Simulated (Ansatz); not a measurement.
## Ni: energy change per atom and pressure as volume scale varies

Results calculated with Ansatz 0.2.0, not measured. Plane-wave DFT, scalar-relativistic PAW made under PBE with cores redone for the functional, no dispersion; the given relaxed cell is scaled uniformly, energy at zero smearing counts from the unscaled cell, pressure at the given Fermi-Dirac smearing is positive in compression.

The cell before it is scaled or strained (space group Fd-3m, No. 227):
```
CELL_PARAMETERS angstrom
0.00000 2.46990 2.46990
2.46990 0.00000 2.46990
2.46990 2.46990 0.00000
ATOMIC_POSITIONS crystal
Ni 0.12500 0.12500 0.12500
Ni 0.87500 0.87500 0.87500
```

Settings of every row: spin polarised yes; functional LDA; wave cutoff 420 eV; smearing width 0.05 eV; k mesh 12x12x12.

Atom:
| element | starting moment (Bohr magneton) |
| --- | --- |
| Ni | 0.8 |
| Ni | 0.8 |

Limits: search for a lower magnetic state is off; the cell comes from a prototype or a list of computed structures and needn't be the stable phase.

| row | volume scale | V (Å³/atom) | energy change per atom (meV) | pressure (GPa) | largest site moment (Bohr magneton) |
| --- | --- | --- | --- | --- | --- |
| 1 | 0.88 | 13.259 | 103.43 | 20.95 | 0.77 |
| 2 | 0.92 | 13.862 | 41.97 | 12.31 | 0.77 |
| 3 | 0.96 | 14.465 | ? | ? | ? |
| 4 | 1.04 | 15.67 | 8.74 | -4.29 | 0.8 |
| 5 | 1.08 | 16.273 | 31.96 | -7.72 | 0.8 |
| 6 | 1.12 | 16.875 | 66.68 | -10.43 | 0.81 |

Question: what energy change per atom and pressure should row 3 give?

Worked fit of energy change per atom. Take u = (V_r/V)^(2/3) − 1 with V_r = 15.67 Å³ an atom, which is twice the finite (Eulerian) strain; such expansions in the strain, on which the Birch-Murnaghan equation of state is built, carry the rest volume and the bulk modulus. The shown rows have u = 0.11782, 0.08516, 0, -0.02486, -0.04819. Least squares give energy change per atom = 8.318 − 633.1 × u + 12189.51 × u² meV; a straight line predicts inner rows, each left out in turn, worse (root mean square 34 against 1.2 meV). The rows lie off it by 0.49, -0.83, 0.42, 0.37, -0.45 (root mean square 0.54 meV). The withheld row has u = 0.05479, so the fit gives 8.318 − 633.1 × (0.05479) + 12189.51 × (0.05479)² = 10.22 meV.

The calculation gave 9.5 meV. The fit lies 0.72 meV (7.6 % of the value, 0.76 % of the column's range) above it; its largest miss of a shown row is 0.83 meV.

Worked fit of pressure. Take u = (V_r/V)^(2/3) − 1 with V_r = 15.67 Å³ an atom, which is twice the finite (Eulerian) strain; such expansions in the strain, on which the Birch-Murnaghan equation of state is built, carry the rest volume and the bulk modulus. The shown rows have u = 0.11782, 0.08516, 0, -0.02486, -0.04819. Least squares give pressure = −4.34 + 151.069 × u + 535.4 × u² GPa; a straight line predicts inner rows, each left out in turn, worse (root mean square 1.5 against 0.14 GPa). The rows lie off it by 0.06, -0.10, 0.05, 0.04, -0.05 (root mean square 0.064 GPa). The withheld row has u = 0.05479, so the fit gives −4.34 + 151.069 × (0.05479) + 535.4 × (0.05479)² = 5.54 GPa.

The calculation gave 5.46 GPa. The fit lies 0.08 GPa (1.5 % of the value, 0.25 % of the column's range) above it; its largest miss of a shown row is 0.10 GPa.

The other values of row 3: largest site moment 0.78 Bohr magneton.
